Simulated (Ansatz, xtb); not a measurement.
Two isomers of C4H8BNSi

Structure X is `Bn1cccc1[SiH3]`, a singlet and structure Y is `Bn1ccc([SiH3])c1`, a singlet. Both are isolated molecules in the gas phase, relaxed with PBE-D3(BJ)/def2-SVP; the shapes shown needn't be the lowest conformers.

X (Å):

```xyz
15

C     0.1544    0.0006   -0.8891
C     0.6109   -1.2314   -1.2931
C    -0.2284   -2.2199   -0.6641
C    -1.1759   -1.5670    0.1077
B    -1.6811    0.8722    0.5922
N    -0.9403   -0.1758   -0.0299
Si   -2.5324   -2.3251    1.1545
H    -2.6080    0.5741    1.3150
H    -1.3554    2.0194    0.3746
H     0.5012    1.0120   -1.1280
H     1.4547   -1.4198   -1.9669
H    -0.1403   -3.3079   -0.7717
H    -2.3963   -3.8134    0.9925
H    -3.9048   -1.9040    0.7031
H    -2.3927   -1.9738    2.6110
```

Y (Å):

```xyz
15

C    -2.6790   -1.5752    0.3518
C    -1.6680   -2.3413   -0.1718
C    -0.4724   -1.5141   -0.2557
C    -0.8339   -0.2723    0.2305
B    -2.9169    0.8120    1.1566
N    -2.1844   -0.2851    0.6098
Si    1.2230   -1.9919   -0.8847
H    -4.0844    0.6424    1.4356
H    -2.3373    1.8647    1.3173
H    -3.7247   -1.8122    0.5755
H    -1.7510   -3.3926   -0.4729
H     2.1365   -0.8017   -0.7784
H     1.1626   -2.4377   -2.3219
H     1.8001   -3.1270   -0.0807
H    -0.2482    0.6465    0.3478
```

Task: Which of the two would you expect CCSD(T)/def2-SVP + ΔMP2/def2-TZVPP electronic energies to favour?

Result: Too close to call at this level: CCSD(T)/def2-SVP + ΔMP2/def2-TZVPP gives E(Y) − E(X) = −0.001 eV.

The same difference at several levels:

```csv
level,geometry,E(Y) − E(X) (eV),departure from the last row (eV),"job, with rough time for the two"
GFN2-xTB,GFN2-xTB,+0.029,+0.031,"optimisation, 0.14 s"
HF/STO-3G,GFN2-xTB,−0.020,−0.018,"single point, 0.4 s"
r2SCAN-D4/def2-SVP,GFN2-xTB,+0.031,+0.032,"single point, 3.1 s"
PBE-D3(BJ)/def2-SVP,PBE-D3(BJ)/def2-SVP,+0.015,+0.016,"optimisation, 26 s"
HF/def2-SVP,PBE-D3(BJ)/def2-SVP,−0.061,−0.060,part of the CCSD(T) run
MP2/def2-SVP,PBE-D3(BJ)/def2-SVP,−0.010,−0.009,part of the CCSD(T) run
CCSD(T)/def2-SVP,PBE-D3(BJ)/def2-SVP,−0.013,−0.011,single point
CCSD(T)/def2-SVP + ΔMP2/def2-TZVPP,PBE-D3(BJ)/def2-SVP,−0.001,,"single point, 48 s"
```

As drawn, both hold the same kinds of bond in the same numbers.

The largest departure from CCSD(T)/def2-SVP + ΔMP2/def2-TZVPP is that of HF/def2-SVP, 0.060 eV. The last row adds to CCSD(T) the change of the MP2 difference between the two basis sets, here +0.011 eV.

With thermal terms from frequencies at re-optimised GFN2-xTB minima (ideal gas, soft modes damped towards free rotors, one conformer each, 298.15 K, 1 atm): on the last row, ΔE + ΔZPE = −0.010, ΔH = −0.003, ΔG = −0.026 eV.

The correlated steps freeze 11 core orbitals. Codes used: Ansatz 0.2.0, xtb 6.7.1; the last row on 2 threads of Intel(R) Xeon(R) 6975P-C (Granite Rapids) on a shared host.

Moving the silyl group from the carbon next to nitrogen (X) to the more remote ring carbon (Y) costs essentially nothing. Both isomers keep the pyrrole π system and the N–BH2 link, in which the nitrogen lone pair is shared between the ring and the empty boron p orbital. Silyl is only a weak π substituent, so its position perturbs this little. The long C–Si bond and small BH2 group also keep crowding in X modest.

Hartree–Fock in the def2-SVP basis favours Y by 0.061 eV, and correlation removes most of that preference. This suggests that X gains more from dispersion between its neighbouring silyl and boryl groups, although changes in π correlation may contribute. The free-energy preference for Y is largely entropic, probably reflecting softer motions of the less hindered substituents. It is comparable to the thermal energy at room temperature, so equilibrium between these two forms would leave both appreciably populated. Whether they can interconvert is a separate question of barriers.
